Solved wave-packet equations in E and B and the semiclassical anomaly

1. Statement

Conventions. The electron charge is −e with e > 0, and SI units are used in the formulas. A band has energy ε(k) and cell-periodic state |u(k)⟩. The Berry connection is a(k) = i⟨u|∇k u⟩ and the Berry curvature is Ω = ∇k × a. E and B are uniform and constant. The band energy in the field is ε̃ = ε − m·B, with m(k) the orbital moment, and v = (1/ħ)∇k ε̃. The monopole charge of a band inside a closed surface S in k-space, with outward normal, is C = (1/2π) ∮S Ω·dS.

Result A. With D = 1 + (e/ħ) B·Ω, the centre (r, k) of a wave packet obeys
(1) D dr/dt = v + (e/ħ) E × Ω + (e/ħ)(v·Ω) B,
(2) D ħ dk/dt = −eE − e v × B − (e²/ħ)(E·B) Ω.

Result B. The number of states in a phase-space cell is D d³r d³k/(2π)³, and
(3) ∇r·(D dr/dt) + ∇k·(D dk/dt) = −(e²/ħ²)(E·B) ∇k·Ω.
The right side vanishes wherever the band is isolated and is a point source at a band touching.

Result C. An electron pocket whose Fermi surface encloses charge C changes its number density at the rate
(4) dn/dt = −C e² E·B/(4π²ħ²).
For a Weyl node of chirality χ = ±1 the upper band has C = −χ, and dn/dt = χ e² E·B/(4π²ħ²) at any filling and temperature. This is a rate of particle number; the charge density changes at −e times it. The rates of all nodes add to zero. The result is the crystal form of the chiral anomaly, found from Landau levels by Nielsen and Ninomiya (1983).

2. Premises

P1. Independent electrons in a periodic potential, with H(k)|u⟩ = ε|u⟩.
P2. The packet is built from one nondegenerate band, is narrow in k, and the fields cause no interband transition where the dynamics is used.
P3. The Lagrangian is kept to first order in E and B.
P4. Between collisions the occupation f(r, k, t) is constant along a trajectory. Collisions conserve the total electron number.

3. The coupled equations

Let E = −∇φ − ∂A/∂t and B = ∇ × A. Near the packet centre r the Hamiltonian with A frozen at A(r, t) has eigenstates exp(iq·x)|u(k)⟩ with k = q + eA/ħ, where x is the position operator and q the canonical wave vector. Take |W⟩ = ∫d³q |w| exp(−iγ(q, t)) exp(iq·x)|u⟩ and the variational Lagrangian L = ⟨W|iħ∂/∂t − H|W⟩ (the construction of Sundaram and Niu, 1999).

Centre. Since x exp(iq·x) = −i∇q exp(iq·x), a partial integration gives ⟨x⟩ = r = ∇qγ + a at the centre of the packet.

Time-derivative term. The phase gives ħ∂γ/∂t = ħ dγ/dt − ħ q̇·∇qγ = ħ dγ/dt − ħ q̇·(r − a). The state |u⟩ depends on time through A(r(t), t) and adds e (dA/dt)·a. The two terms in a combine to ħ k̇·a. Dropping total derivatives, −ħ q̇·r becomes ħ q·ṙ = (ħk − eA)·ṙ.

Energy. The frozen Hamiltonian gives ε(k) − eφ(r). The variation of A across the packet is ½ B × (x − r) in the symmetric gauge and adds (e/2) B·⟨(x − r) × v̂⟩ = −m·B, with v̂ the velocity operator. Insert a complete set of bands. The term of the packet's own band vanishes because ⟨x − r⟩ = 0. For another band n the matrix elements are ⟨u|x|un⟩ = i⟨u|∇k un⟩ = −i⟨∇k u|un⟩ and ⟨un|v̂|u⟩ = (ε − εn)⟨un|∇k u⟩/ħ, so
(5) m = −i (e/2ħ) ⟨∇k u| × (H − ε) |∇k u⟩.
A spin Zeeman term, if present, is added to m. Then
(6) L = (ħk − eA)·ṙ + ħ a·k̇ − ε̃(k) + eφ.

Variation of r gives d(ħk − eA)/dt = −e∇(A·ṙ) + e∇φ. With dA/dt = ∂A/∂t + (ṙ·∇)A and the identity w × (∇ × A) = ∇(w·A) − (w·∇)A for constant w,
(7) ħ k̇ = −eE − e ṙ × B.
Variation of k gives ħ(k̇·∇k)a = ħṙ + ħ∇k(k̇·a) − ∇k ε̃, and the same identity in k-space yields
(8) ṙ = v − k̇ × Ω.
Each velocity appears in the equation for the other.

4. Proof of A

The only tool is (a × b) × c = b(a·c) − a(b·c).

Insert (7) in (8): ṙ = v + (e/ħ) E × Ω + (e/ħ)(ṙ × B) × Ω = v + (e/ħ) E × Ω + (e/ħ)[B(ṙ·Ω) − ṙ(B·Ω)]. The scalar product of (8) with Ω gives ṙ·Ω = v·Ω, because k̇ × Ω is perpendicular to Ω. Moving ṙ(B·Ω) to the left gives (1).

Insert (8) in (7): ħk̇ = −eE − e v × B + e(k̇ × Ω) × B = −eE − e v × B + e[Ω(k̇·B) − k̇(Ω·B)]. The scalar product of (7) with B gives ħ k̇·B = −e E·B. Moving k̇(Ω·B) to the left gives (2).

No approximation enters between (7), (8) and (1), (2), and the solution is unique for D ≠ 0. The product of E and B in (2) follows from a Lagrangian linear in each field. The work theorem holds: the scalar product of (2) with v and that of (1) with −eE both equal −eE·v − (e²/ħ)(E·B)(v·Ω), so
(9) dε̃/dt = −eE·ṙ.

5. Proof of B

Measure. Write (6) as L = Σ bi(ξ) ξ̇i − h(ξ) with ξ = (r, k), br = ħk − eA and bk = ħa. The symplectic matrix ωij = ∂i bj − ∂j bi has blocks P = −e εijl Bl (rr), Q = ħ εijl Ωl (kk), −ħ·1 (rk) and +ħ·1 (kr). In canonical coordinates the state density is uniform, and in any others it is proportional to √(det ω). The two lower blocks commute, so det ω = det(PQ + ħ²·1). The matrix εijl Bl maps y to y × B, hence PQ y = −eħ (y × Ω) × B = −eħ[Ω(B·y) − y(B·Ω)], and PQ + ħ² = ħ²[D·1 − (e/ħ) Ω Bᵀ]. The bracket has eigenvalue D on the plane perpendicular to B and D − (e/ħ)B·Ω = 1 on Ω. Thus det ω = ħ⁶D². The limit B → 0 fixes the constant, and the state density is D/(2π)³ (Xiao, Shi and Niu, 2005).

Divergence. In uniform fields the right side of (1) does not depend on r, so the first term of (3) is zero. In (2) the term −eE is constant, and ∇k·(v × B) = B·(∇k × v) = 0 because v is a gradient. Only −(e²/ħ)(E·B)∇k·Ω remains, which is (3). Where the band is isolated a smooth local a exists and ∇k·Ω = 0, so D d³r d³k is conserved by the flow.

Monopoles. Let S surround a point k0 where the band touches another. Cover S by two caps with smooth states that differ by a phase exp(iλ) on the common rim. Stokes' theorem on each cap gives a flux equal in size to the change of λ around the rim, a multiple of 2π. So C is an integer and ∇k·Ω = 2πC δ³(k − k0). The Brillouin zone is a torus without boundary, so Gauss's theorem outside small spheres around all touchings of a band gives ΣC = 0.

6. Proof of C

For a uniform state n = ∫d³k D f/(2π)³, D is independent of time, and P4 gives ∂f/∂t = −k̇·∇k f. Hence
(10) dn/dt = −∫d³k (D k̇)·∇k f/(2π)³.
The integrand lives where f varies. Take a region bounded by an inner surface S1 and an outer surface S2, both enclosing the touching, with constant values f1 and f2 on them. In the region D k̇ is divergence-free by (3), so the integral is f2Φ2 − f1Φ1, with Φ the flux of D k̇. A constant vector has zero flux through a closed surface, and so has v × B = ∇k × (ε̃B)/ħ, a curl. The last term of (2) gives Φ1 = Φ2 = −(e²/ħ²)(E·B) 2πC. Therefore
(11) dn/dt = C (f2 − f1) e² E·B/(4π²ħ²).
An electron pocket has f1 = 1 and f2 = 0, which is (4). The shape of the Fermi surface, the velocities and m have dropped out.

Weyl node. Let H = χħ(v⊥kxσx + v⊥kyσy + vz kzσz) with positive velocities, and p = ħ(v⊥kx, v⊥ky, vz kz), so that ε = ±|p|. For χ = +1 the upper state is (cos(θ/2), exp(iϕ) sin(θ/2)) in the polar angles of p, and a·dk = −sin²(θ/2) dϕ. The flux through the cap up to θ is −2π sin²(θ/2), which is minus half the solid angle and reaches −2π at θ = π. For χ = −1 the upper and lower states change places, and the curvatures of the two bands are opposite. So C = −χ for the upper band and +χ for the lower. In p-space the upper curvature is −χp/(2|p|³). A component such as Ωz scales with the area factor ħ²v⊥², which gives
(12) Ω = −χ ħ³v⊥²vz k/(2ε³) (upper band).
In (5) the operator H − ε equals −2ε on the lower band and zero on the upper, so m = (e/ħ) εΩ and ε̃ = ε(2 − D).

Let f0 be the occupation near the node, the same in both bands. The upper band has f1 = f0, f2 = 0 and gains χ f0 in units of e²E·B/(4π²ħ²). The lower band has f1 = f0, f2 = 1 and gains χ(1 − f0). The sum is χ for every f0. With the Fermi level in the upper band, electrons enter the valley through the filled lower band, flow into the node and emerge above it. They come from a node of opposite χ through deep filled states, and ΣC = 0 secures total charge conservation.

The core. P2 fails near the node, where |D − 1| reaches one. Equation (11) avoids this region but assumes that the core keeps f1 constant. The quantum problem confirms it. For B along +z put π = k + eA/ħ, with [πx, πy] = −i/ℓ² and ℓ² = ħ/(eB). The operator b = ℓ(πx − iπy)/√2 has [b, b†] = 1 and stands in the upper right corner of H. The state with σz = −1 and b|0⟩ = 0 is an eigenstate with energy −χħvz kz. All other levels come in pairs ±√(N E1² + ħ²vz²kz²), N ≥ 1, with E1 = √2 ħv⊥/ℓ. Each level holds 1/(2πℓ²) states per area. A field Ez shifts kz at the rate −eEz/ħ. The paired levels are even in kz and keep their numbers. The unpaired branch runs from the lower band to the upper, and its filling edge moves up in energy for χ = +1, adding χ(eEz/ħ)/(2π) electrons per length and time. The product is χe²EzB/(4π²ħ²), equal to (4) in size and sign.

7. Current and steady state

The current density is j = −e∫d³k f D ṙ/(2π)³. Let E → 0 and let f depend on ε̃ with a chemical potential shifted by δμ in one pocket. The term v δf equals ∇k F/ħ with F(ε̃) = −∫ δf dε′ taken from ε̃ to ∞. This F is zero outside the Fermi surface and equals the constant −δμ inside it. By Gauss's theorem the integral over the shell where δf lives is the sum, over its two closed boundaries, of a constant times the vector area, and the vector area of a closed surface vanishes. In the last term of (1), d³k ∇k ε̃ = dε̃ dS on surfaces of constant ε̃, so ∫d³k (v·Ω) δf = (2πC/ħ)∫dε̃ δf = 2πC δμ/ħ. Then
(13) δj = −C e² B δμ/(4π²ħ²) = χ e² B δμ/(4π²ħ²)
for an electron pocket of a Weyl node. A common shift of all nodes gives no current, since the chiralities add to zero.

Let scattering within a pocket have the time τ, and let the excess δn of a node decay in the time τv ≫ τ. Then δn = χτv e²E·B/(4π²ħ²) and δμ = δn/g, with g the density of states per node. For NW equivalent nodes (13) gives
(14) δj = NW τv [e²/(4π²ħ²)]² (E·B) B/g,
the positive magnetoconductivity of Son and Spivak (2013). The power δj·E equals Σ δμ dn/dt, the energy put into moving electrons up the chemical-potential difference.

For the node above with Fermi energy μ > 0, the ellipsoid holds n = μ³/(6π²ħ³v⊥²vz), so g = μ²/(2π²ħ³v⊥²vz). The Drude value along z is σ0 = NW e² g vz² τ/3. For B along z, (12) gives D = 1 − χη cos θ on the Fermi surface, with
(15) η = ħ²v⊥²/(2μ²ℓ²).
Dividing (14) by σ0 Ez,
(16) Δσ/σ0 = 3 (τv/τ) η².

Size of the terms left out. With m omitted, (1) gives D ż = vz(cos θ + s) with s = −χη. By (9) the driving term is proportional to ż. Its D-weighted mean vz s relaxes with τv and reproduces (16). The rest relaxes with τ and gives the angular average of (cos θ + s)²/(1 + s cos θ) − s². The s² terms are s²(1 − 2/3 + 1/5 − 1) = −7s²/15, against 1/3 at zero field, a relative change −(7/5)η². The orbital moment and the second-order corrections to ε̃ and Ω outside P3 add terms of the same order η². None carries τv, so (16) dominates only when τv ≫ τ.

8. Application to a Dirac semimetal

Cd3As2 has two fourfold Dirac points at kz = ±kD on the tetragonal axis. With inversion and time reversal every band is doubly degenerate and the curvature summed over a pair is zero, so P2 does not hold as it stands. The usual four-band model splits at low order into two blocks, s = ±1, related by time reversal:
Hs = ħv⊥(s kxτx + kyτy) + M0(1 − kz²/kD²)τz,
with τi Pauli matrices in orbital space. Near kz = ζkD (ζ = ±1) the last term is −ζħvz(kz − ζkD)τz with ħvz = 2M0/kD. The chirality is the sign of the product of the three velocities, χ = −sζ. The fourfold rotation forbids coupling of the blocks on the axis; off the axis it is quadratic in the transverse wave vector and is neglected. Each block is then a nondegenerate problem, and NW = 4, with two nodes of each chirality. Each Dirac point has zero net charge, and the field moves electrons from one node to the other within a block. The time τv includes scattering between the two points and scattering between blocks at one point. For μ > M0 the two pockets of a block merge into one surface with C = 0, the pumped imbalance relaxes with τ, and (16) is lost. This is why low doping matters.

9. Range of validity

(a) η ≪ 1. As μ²/E1² = 1/(4η), this means several Landau levels under μ. Their spacing at μ is ħωc = 2ημ, and the oscillations must be damped by temperature or disorder. The rate (4) survives beyond this limit, as the Landau-level count shows; (1), (2) and (16) do not.
(b) No interband transitions at the Fermi surface. For E along z the direction of p turns at a rate up to eEvz/μ, to be compared with the gap 2μ/ħ, so eEħvz/(2μ²) ≪ 1. Also ħ/τ ≪ μ.
(c) Separate pockets with C ≠ 0, so μ and kBT lie below the saddle energy M0, and block mixing and Zeeman energy are small against μ.
(d) For (14) and (16): τv ≫ τ, |δμ| ≪ μ, kBT ≪ μ, field-independent τ and τv, and uniform current. For ellipsoids with B along the axis the Lorentz term does not act on the axially symmetric distribution. Warping, misalignment and uneven current injection bring in ordinary magnetoresistance once ωcτ is of order one.
(e) A tilt of the cones changes g and σ0 but not C or (4).

10. Numerical illustration: a model of Cd3As2 at low doping

Inputs. Approximate material values: ħv⊥ = 6.0 eV Å, ħvz = 2.0 eV Å, kD = 0.030 Å⁻¹, spin g-factor about 20. Assumed values: μ = 20 meV, T = 10 K, τ = 0.5 ps, τv = 10 ps, B = 0.1 T and E = 1 V/cm (10⁻⁷ V/nm), both along z. No tilt is included. μ was chosen to keep the pockets separate.

Band quantities. v⊥ = 9.1 × 10⁵ m/s, vz = 3.0 × 10⁵ m/s and M0 = ħvz kD/2 = 30 meV. The pocket semi-axes are μ/ħv⊥ = 0.033 nm⁻¹ and μ/ħvz = 0.10 nm⁻¹. Per node g = 2.8 × 10⁻⁴ eV⁻¹ nm⁻³, and the four nodes hold 4gμ/3 = 7.5 × 10¹⁵ cm⁻³. The largest |Ωz| on the Fermi surface is ħ²v⊥²/(2μ²) = 450 nm².

Validity. ℓ = 81.1 nm and η = 0.068, so D differs from one by at most that amount and |m·B| reaches ημ = 1.4 meV, against a spin splitting of 0.12 meV. E1 = 10.5 meV, μ²/E1² = 3.7 and ħωc = 2.7 meV. With kBT = 0.86 meV the thermal damping factor X/sinh X, X = 2π²kBT/ħωc = 6.2, is 0.025. Poisson summation of the levels in section 6 gives a leading oscillation of g with relative amplitude 1/√(2μ²/E1²) = 0.37 before damping and 0.009 after it. Smooth thermal corrections are of relative order (πkBT/μ)² = 0.018. The adiabatic parameter of (b) is 2.5 × 10⁻⁵, ħ/τ = 1.3 meV, and ωcτ = 2.1, so the caution in (d) applies. In the block Hamiltonian g is proportional to the length of the kz interval in which the τz term is smaller than μ in size. That length is kD[√(1 + μ/M0) − √(1 − μ/M0)], against kD μ/M0 for the cone, a ratio of 1.07. The cone therefore overstates Δσ by about 7 %, and two figures are the most that the band-dependent numbers support.

Pumping. The rate per node is e²EB/(4π²ħ²) = 5.85 × 10²³ cm⁻³ s⁻¹, or 9.37 × 10⁴ C cm⁻³ s⁻¹ in magnitude of charge. It contains no material parameter. Nodes with χ = +1 gain electrons and those with χ = −1 lose them. In the steady state |δn| = 5.8 × 10¹² cm⁻³ and |δμ| = 21 μeV, which is 1.0 × 10⁻³ of μ. Equation (14) gives δj = 7.8 A/cm², so Δσ = 7.8 S/cm, while σ0 = 28 S/cm. With τv/τ = 20 the model's ratio is Δσ/σ0 = 0.28, a coefficient of B² of 28 T⁻². The intra-pocket term (7/5)η² = 0.0065 is about 2 % of this.

The ratio is the model's and not the material's. As typical knowledge, low-doped Cd3As2 samples have densities near 10¹⁷ cm⁻³ and as-grown crystals near 10¹⁸ cm⁻³, and their longitudinal conductivity typically rises by tens of per cent only at several tesla, so the model's density lies more than tenfold below the typical one and its B² coefficient roughly two to three orders of magnitude above. Part of the gap follows from (15) and (16), which scale as μ⁻⁴ at fixed τv/τ. A density of 10¹⁷ cm⁻³ in the same cones means μ = 47 meV and a coefficient smaller by a factor of 32. That Fermi energy already exceeds the model's M0 = 30 meV, where the pockets of each block have merged and the enhancement by τv/τ is gone.